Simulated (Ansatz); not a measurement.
# Splitting of the zone-centre optical modes of zinc-blende SiC under uniaxial strain along [001], LDA linear response

A beam or membrane of cubic SiC in a pressure sensor carries a strain that is awkward to measure directly, and a Raman line that moves with strain offers a local gauge. To use it I need to know how far each line moves per per cent of strain, and whether the shift stays proportional to the load. Here the crystal is stretched or compressed along [001] with its side faces free, and the threefold optical mode, taken without the LO-TO term, splits into a pair E vibrating across the axis and a single mode B2 vibrating along it. I count shifts from the unstrained crystal at the same level, 797.8 cm⁻¹, with tension positive.

## How the numbers were made

One crystal, SiC (zinc-blende) (known phase (3C)). It was then strained (uniaxial, along [001]) with the free edges and the atoms relaxed; labels give the mode at rest and under strain. The structures stem from measured cells of the Crystallography Open Database, directly or through a relaxation at another level; the unstrained cell and its atoms were relaxed at zero pressure at the level of the table, inside the symmetry of the start, with no thermal or zero-point expansion. Program: Ansatz 0.2.0, plane waves, LDA, the program's earlier default PAW potentials, scalar-relativistic without spin-orbit coupling, no spin polarisation. Wave-function cutoff 420 eV (the default for the potentials of each cell); on the k meshes (Γ-centred) the least product of divisions and cell-vector length runs from 36 to 37 Å. Occupations: fixed in the phonon calculations, Gaussian smearing of 0.02 eV in the relaxations under strain. Harmonic modes at natural masses come from linear response (density functional perturbation theory), with the acoustic sum rule imposed. Born charges and ε∞ come from the response to a homogeneous electric field, checked for convergence in its k mesh; the charge sum rule is imposed.

Notes on method and selection:

- Harmonic values at the static lattice; measured values carry thermal expansion and anharmonic shifts at their temperature.
- Modes are followed from row to row by the overlap of their patterns; levels that are degenerate at rest are joined across zero strain by their slopes.
- Semilocal functionals put Kohn-Sham gaps below measured gaps and, as a rule, ε∞ above measured values.
- Runs that did not converge, have known faults, used another set of PAW files or may not be shown are not listed.

Columns:

- uniaxial strain (%): uniaxial strain along [001], tension positive.
- stress (GPa): stress along the strain, tension positive.
- free-edge strain (%): strain of the first free edge.
- second free edge (%): strain of the second free edge.
- top LO mode (cm⁻¹): highest zone-centre mode with the macroscopic field.
- ε∞ across: ε∞ across that axis, mean.
- ε static: static dielectric constant along the strain axis, ions relaxed.
- Kohn-Sham gap (eV): Kohn-Sham gap, lowest empty minus highest filled level on the k mesh.
- T2 to E (cm⁻¹): zone-centre mode T2 to E, no LO-TO term.
- T2 to B2 (cm⁻¹): zone-centre mode T2 to B2, no LO-TO term.

## Results

| member | uniaxial strain (%) | stress (GPa) | free-edge strain (%) | second free edge (%) | top LO mode (cm⁻¹) | ε∞ along the strain axis | ε∞ across | ε static | Kohn-Sham gap (eV) | T2 to E (cm⁻¹) | T2 to B2 (cm⁻¹) |
| --- | --- | --- | --- | --- | --- | --- | --- | --- | --- | --- | --- |
| −4.0 % | −4 | −12.13 | 1.15 | 1.15 | 996.4 | 6.802 | 6.968 | 10.10 | 0.75 | 815.5 | 802.1 |
| −3.0 % | −3 | −9.30 | 0.84 | 0.84 | 991.1 | 6.820 | 6.950 | 10.12 | 0.89 | 811.7 | 802.2 |
| −2.0 % | −2 | ? | ? | ? | 985.4 | ? | ? | ? | 1.02 | ? | ? |
| −1.0 % | −1 | −3.23 | 0.27 | 0.27 | 979.5 | 6.880 | 6.927 | 10.22 | 1.16 | 802.9 | 800.0 |
| +0.0 % | 0 | 0.00 | 0.00 | 0.00 | 973.3 | 6.921 | 6.921 | 10.30 | 1.30 | 797.8 | 797.8 |
| +1.0 % | 1 | 3.35 | −0.25 | −0.25 | 970.6 | 6.970 | 6.918 | 10.39 | 1.24 | 792.4 | 794.8 |
| +2.0 % | 2 | 6.80 | −0.50 | −0.50 | 967.4 | 7.027 | 6.918 | 10.51 | 1.18 | 786.6 | 791.1 |
| +3.0 % | 3 | 10.34 | −0.72 | −0.72 | 963.3 | 7.092 | 6.922 | 10.63 | 1.12 | 780.5 | 786.7 |
| +4.0 % | 4 | 13.96 | −0.94 | −0.94 | 958.6 | 7.165 | 6.929 | 10.78 | 1.06 | 774.1 | 781.5 |

Cells marked ? are withheld until the estimate has been made.

Least-squares fits to the members shown, with x = uniaxial strain (%); R² and errors in the fitted variable (y, or ln y where the fit is in ln y):

| y | members | fit | R² | rms residual | leave-one-out rms | the same for the mean of the others |
| --- | --- | --- | --- | --- | --- | --- |
| T2 to B2 (cm⁻¹) | 8 | y = 795.2 − 2.540 x | 0.90 | 2.3 | 3.4 | 8.1 |
| T2 to E (cm⁻¹) | 8 | y = 796.5 − 5.169 x | 0.99 | 1.2 | 1.7 | 16 |

## Interpretation

Both modes soften under tension, but at different rates. Between −1 % and +1 % the E pair moves by (792.4 − 802.9) / 2 = −5.25 cm⁻¹ per per cent and B2 by (794.8 − 800.0) / 2 = −2.60 cm⁻¹ per per cent. B2 therefore lies above E in tension and below it in compression.

The common part of the shift follows the bond length. All four bonds of an atom stay equal under this strain, and they lengthen in tension because the side faces contract too little to compensate. Longer bonds are weaker springs.

The splitting comes from the direction of the bonds. Tension turns them towards [001], which stiffens motion along the axis relative to motion across it. For purely central bond forces the relative splitting is

$$\frac{\omega_{B2}-\omega_{E}}{\omega}\approx\varepsilon_\parallel-\varepsilon_\perp .$$

In the rows at ±1 % the two strains differ by (1 + 0.25 + 1 + 0.27) / 2 = 1.26 % on average, so the rule gives 1.26 / 100 × 797.8 = 10 cm⁻¹, against a mean splitting of (794.8 − 792.4 + 802.9 − 800.0) / 2 = 2.65 cm⁻¹. The sign is right and the size is nearly four times too large, so other terms must oppose the rotation; angular forces and changes in the dipole forces are possible ones.

For B2 the two effects work against each other, and its response is visibly curved. It drops by 5.2 cm⁻¹ from +3 % to +4 %, yet differs by only 0.1 cm⁻¹ between −4 % and −3 %. A straight line is thus a crude calibration for B2, and under strong compression this mode hardly registers the load. The E pair is the better gauge.

The top LO mode changes slope at zero strain, from −6.2 cm⁻¹ over the last per cent of compression to −2.7 cm⁻¹ over the first of tension. These steps resemble those of E and B2 respectively, which suggests that the highest mode is polarised across the axis in compression and along it in tension.

## Estimating the withheld member

Plain estimates from the members shown:

- −2.0 %, fit at x = −2: 800.3 cm⁻¹
- −2.0 %, straight-line interpolation between −3.0 % and −1.0 %: w = (−2 − (−3)) / (−1 − (−3)) = 0.500, so 802.2 + 0.500 × (800.0 − 802.2) = 801.1 cm⁻¹

The missing B2 frequency lies where the curve is flattening, so the straight fit through all members, 800.3 cm⁻¹, falls too low: it lies even below the chord between the two neighbours. That chord gives 801.1 cm⁻¹, and it too is low, because a chord runs beneath a curve that bends downwards. The bend can be taken from the next members out, with the cubic through four evenly placed points:

$$\omega(x)\approx\tfrac{2}{3}\left[\omega(x-1)+\omega(x+1)\right]-\tfrac{1}{6}\left[\omega(x-2)+\omega(x+2)\right],$$

with $x$ in per cent. At −2 % this is

(2/3) × (802.2 + 800.0) − (1/6) × (802.1 + 797.8) = 801.48 cm⁻¹.

Two shown members have all four neighbours needed for a trial. At +1 % the formula returns (2/3) × (797.8 + 791.1) − (1/6) × (800.0 + 786.7) = 794.82 against 794.8 cm⁻¹, and at +2 % it returns (2/3) × (794.8 + 786.7) − (1/6) × (797.8 + 781.5) = 791.12 against 791.1 cm⁻¹. Both misses are about 0.02 cm⁻¹, no more than the rounding of the entries would produce.

I see no reason for a further shift. The crystal keeps the same symmetry along the compressed side, and the gap, which is shown at −2 %, continues smoothly through that row. Rounding alone, of the four entries and of the printed result, would give a standard deviation of about 0.04 cm⁻¹; with only two trials behind the route I widen this to one printed step, 0.1 cm⁻¹.

**Committed estimate, −2.0 %: T2 to B2 = 801.5 ± 0.1 cm⁻¹.**

## How the estimate fared

| member | uniaxial strain (%) | stress (GPa) | free-edge strain (%) | second free edge (%) | top LO mode (cm⁻¹) | ε∞ along the strain axis | ε∞ across | ε static | Kohn-Sham gap (eV) | T2 to E (cm⁻¹) | T2 to B2 (cm⁻¹) |
| --- | --- | --- | --- | --- | --- | --- | --- | --- | --- | --- | --- |
| −2.0 % | −2 | −6.33 | 0.55 | 0.55 | 985.4 | 6.846 | 6.937 | 10.16 | 1.02 | 807.5 | 801.5 |

| member | estimate | T2 to B2 (cm⁻¹) | computed | estimate − computed | miss in error bars |
| --- | --- | --- | --- | --- | --- |
| −2.0 % | committed | 801.5 | 801.5 | 0.0 | 0.0 |
| −2.0 % | fit | 800.3 | 801.5 | −1.2 |  |
| −2.0 % | interpolation | 801.1 | 801.5 | −0.4 |  |

The computed frequency is 801.5 cm⁻¹, equal to my estimate at the printed precision and so inside the error bar of 0.1 cm⁻¹. The straight fit came out 1.2 cm⁻¹ too low and the interpolation between neighbours 0.4 cm⁻¹ too low, both on the side expected for a curve that bends downwards. The argument from curvature held.

This success shows that B2 varies smoothly with strain, but it says little about the forces behind the shift. The E frequency in the new row tells me more. At −2 % B2 lies 801.5 − 807.5 = −6.0 cm⁻¹ from E, whereas central bond forces alone would give (−2 − 0.55) / 100 × 797.8 = −20.3 cm⁻¹. The rotation of the bonds again gives the right sign and more than three times the size, so the terms that oppose it are needed in compression as well as in tension.

## Outliers

Least-squares fits to the whole series, with x = uniaxial strain (%); R² and errors in the fitted variable (y, or ln y where the fit is in ln y):

| y | members | fit | R² | rms residual | leave-one-out rms | the same for the mean of the others |
| --- | --- | --- | --- | --- | --- | --- |
| T2 to B2 (cm⁻¹) | 9 | y = 795.3 − 2.582 x | 0.90 | 2.2 | 3.1 | 7.9 |
| T2 to E (cm⁻¹) | 9 | y = 796.6 − 5.192 x | 0.99 | 1.1 | 1.6 | 15 |

Largest departures from the fit to the whole series:

| member | T2 to B2 (cm⁻¹) | fit | computed − fit | in rms residuals |
| --- | --- | --- | --- | --- |
| −4.0 % | 802.1 | 805.6 | −3.5 | 1.6 |
| +4.0 % | 781.5 | 785.0 | −3.5 | 1.6 |
| +0.0 % | 797.8 | 795.3 | +2.5 | 1.1 |
| −1.0 % | 800.0 | 797.9 | +2.1 | 1.0 |

The largest departures belong to the straight line and not to particular members. Both ends lie 3.5 cm⁻¹ below it, while the rows at 0 % and −1 % lie 2.5 and 2.1 cm⁻¹ above, as happens when a line is laid through a parabola. The rows at 0 and ±4 % fix

$$\omega_{B2}=797.8-2.575\,x-0.375\,x^2,$$

with $x$ in per cent and $\omega_{B2}$ in cm⁻¹. The linear coefficient is (781.5 − 802.1) / 8 = −2.575, and the quadratic one is ((781.5 + 802.1) / 2 − 797.8) / 16 = −0.375. The other six rows lie within about 0.05 cm⁻¹ of this curve, whereas the straight line leaves an rms residual of 2.2 cm⁻¹.

Part of the bend looks geometric. The bond length scales as the square root of [(1 + ε∥)² + 2(1 + ε⊥)²] / 3, so from the tabulated strains the bonds are about 0.73 % longer at +4 % but only about 0.54 % shorter at −4 %. The average of the three modes, with E counted twice, is (2 × 815.5 + 802.1) / 3 = 811.0 cm⁻¹ at −4 % and (2 × 774.1 + 781.5) / 3 = 776.6 cm⁻¹ at +4 %. That is a fall of (811.0 − 776.6) / (0.73 + 0.54) = 27 cm⁻¹ per per cent of bond length. If this slope holds throughout, the uneven bond change lowers the mean of the two ends by 27 × (0.73 − 0.54) / 2 = 2.6 cm⁻¹, out of the 6.0 cm⁻¹ seen for B2. The remainder may come from angular and dipole forces that change with strain.

## Conclusions and limits

Between −4 % and +4 % the parabola should give B2 for a new strain to about 0.1 cm⁻¹ at this level of theory. That is the precision of the interpolation; agreement with experiment is not compared here.

For small loads along [001] with free sides, the E pair is the more sensitive gauge. Its slope between the rows at ±1 % is (792.4 − 802.9) / (3.35 + 3.23) = −1.60 cm⁻¹ per GPa, so a downward shift of 1 cm⁻¹ means about 0.6 GPa of tension. The shift is not strictly proportional to the load, however: the slope is (811.7 − 815.5) / (12.13 − 9.30) = −1.34 cm⁻¹ per GPa between −4 % and −3 %, and (774.1 − 780.5) / (13.96 − 10.34) = −1.77 cm⁻¹ per GPa between +3 % and +4 %. Large loads therefore need a curved calibration for E too. A film strained equally in two directions needs a different calibration.

The calculation leaves out temperature. Warming also lowers the lines and could be mistaken for tension, so the unstrained reference should be measured at the same temperature as the loaded part.
